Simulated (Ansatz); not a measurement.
Al: the change of pressure with volume scale

All results are calculated (Ansatz 0.2.0). Free energy against uniform scaling of the volume at fixed shape and fractions; periodic cell, basis, potentials, k mesh and filling as listed.

The cell before it is scaled or strained (space group Fm-3m, No. 225):
```
CELL_PARAMETERS angstrom
0.00000 2.02480 2.02480
2.02480 0.00000 2.02480
2.02480 2.02480 0.00000
ATOMIC_POSITIONS crystal
Al 0.00000 0.00000 0.00000
```

Settings of every row: functional PBE; dispersion D3(BJ); potentials PAW; wave cutoff 489.8 eV; density cutoff 1959.2 eV; k mesh 12x12x12; k shift 0x0x0; occupations methfessel paxton; smearing width 0.15 eV; spin none; SCF threshold exponent -10.

Limits: coarse k mesh, up to 40 meV an atom off.

| row | volume scale | V (Å³/atom) | pressure (GPa) | energy above lowest point (meV/atom) |
| --- | --- | --- | --- | --- |
| 1 | 0.92 | 15.274 | 3.4 | 5.6 |
| 2 | 0.9467 | 15.718 | ? | ? |
| 3 | 0.9733 | 16.159 | -1.61 | 1.3 |
| 4 | 1 | 16.603 | -3.66 | 8.6 |
| 5 | 1.0267 | 17.046 | -5.44 | 21.3 |
| 6 | 1.0533 | 17.488 | -6.97 | 38.5 |
| 7 | 1.08 | 17.931 | -8.27 | 59.6 |

Question: what pressure should row 2 give?

Worked fit of pressure. Take u = (V_r/V)^(2/3) − 1 with V_r = 16.825 Å³ an atom, which is twice the finite (Eulerian) strain; such expansions in the strain, on which the Birch-Murnaghan equation of state is built, carry the rest volume and the bulk modulus. The shown rows have u = 0.0666, 0.02729, 0.00889, -0.00866, -0.02544, -0.04156. Least squares give pressure = −4.586 + 101.25 × u + 293.9 × u² − 207 × u³ GPa; a parabola predicts inner rows, each left out in turn, worse (root mean square 0.0098 against 0.005 GPa). All shown rows lie on it to the printed digit. The pressure vanishes at u = 0.0406, or V = 15.85 Å³ an atom, and there the bulk modulus at fixed shape and fractions is B = −V dP/dV = (2/3)(1 + u) dP/du = 86.1 GPa. The withheld row has u = 0.04642, so the fit gives −4.586 + 101.25 × (0.04642) + 293.9 × (0.04642)² − 207 × (0.04642)³ = 0.73 GPa.

The calculation gave 0.73 GPa. The fit meets it to the printed digit.

The other values of row 2: energy above lowest point 0 meV/atom.
